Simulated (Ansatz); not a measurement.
## Ligand exchange: C2H5BrSi + C3H9N → C2H7NSi + C3H7Br

Gas-phase species: C2H5BrSi `C=C[SiH2]Br`, singlet; C3H9N (isopropylamine) `CC(C)N`, singlet; C2H7NSi `C=C[SiH2]N`, singlet; C3H7Br `CC(C)Br`, singlet. The partners trade Br for NH2: Si–Br and C–NH2 bonds give way to Si–NH2 and C–Br.

Shapes, held fixed at every level: PBE0-D4/def2-TZVP. Flexible molecules stand in one conformer, not always the lowest. Programs: Ansatz 0.2.0. The zero-point and thermal change to 298 K, harmonic and unscaled (PBE0-D4/def2-TZVP), is -4.7 kJ/mol.

(1) Estimate ΔH(298 K) of this reaction.

Answers

(1) The highest level, CCSD(T)/def2-TZVPP, gives ΔH(298 K) = +18.4 kJ/mol; the levels span +18.4 to +38.5. The column of differences is taken from that level and isn't an error. No measured value is set beside it here. Relativity is left out for Br. Outer-core shells of Br are correlated, in sets that cover them unevenly.

```csv
level,kind,ΔH(298 K) (kJ/mol),less CCSD(T)/def2-TZVPP
HF/def2-SVP,Hartree–Fock,+38.5,+20.1
SPW92/def2-TZVPP,LDA,+22.0,+3.6
r2SCAN-D4/def2-TZVPP,meta-GGA,+20.0,+1.6
r2SCAN0-D4/def2-TZVPP,global hybrid,+22.7,+4.3
wB97X-V/def2-TZVPP,range-separated hybrid,+22.4,+4.0
CCSD(T)/def2-SVP,coupled cluster or CI,+37.1,+18.7
CCSD/def2-TZVPP,coupled cluster or CI,+19.8,+1.4
CCSD(T)/def2-TZVPP,coupled cluster or CI,+18.4,0.0
```

The exchange is endothermic at every level, so bromine on silicon with nitrogen on carbon is the enthalpically preferred pairing. Silicon binds both electronegative groups strongly, but the preference turns on what carbon gives up: a strong C–N bond, built from compact orbitals of similar size, is traded for a weak C–Br bond with poorer overlap. The polar Si–N bond, helped by some delocalisation of the nitrogen lone pair into σ* orbitals on silicon, probably recovers only part of that loss.

The spread follows the basis set far more than the treatment of correlation. Hartree–Fock and CCSD(T) nearly agree in def2-SVP, while enlarging the basis lowers the CCSD(T) value by 18.7 kJ/mol. This suggests that the small set lacks the polarisation functions needed to describe the Si–N bond, penalising the products. Triple excitations matter little, and the density functionals stay close to the coupled-cluster result in the larger basis. With a basis shift as large as the enthalpy itself, the sign is better supported than the magnitude.
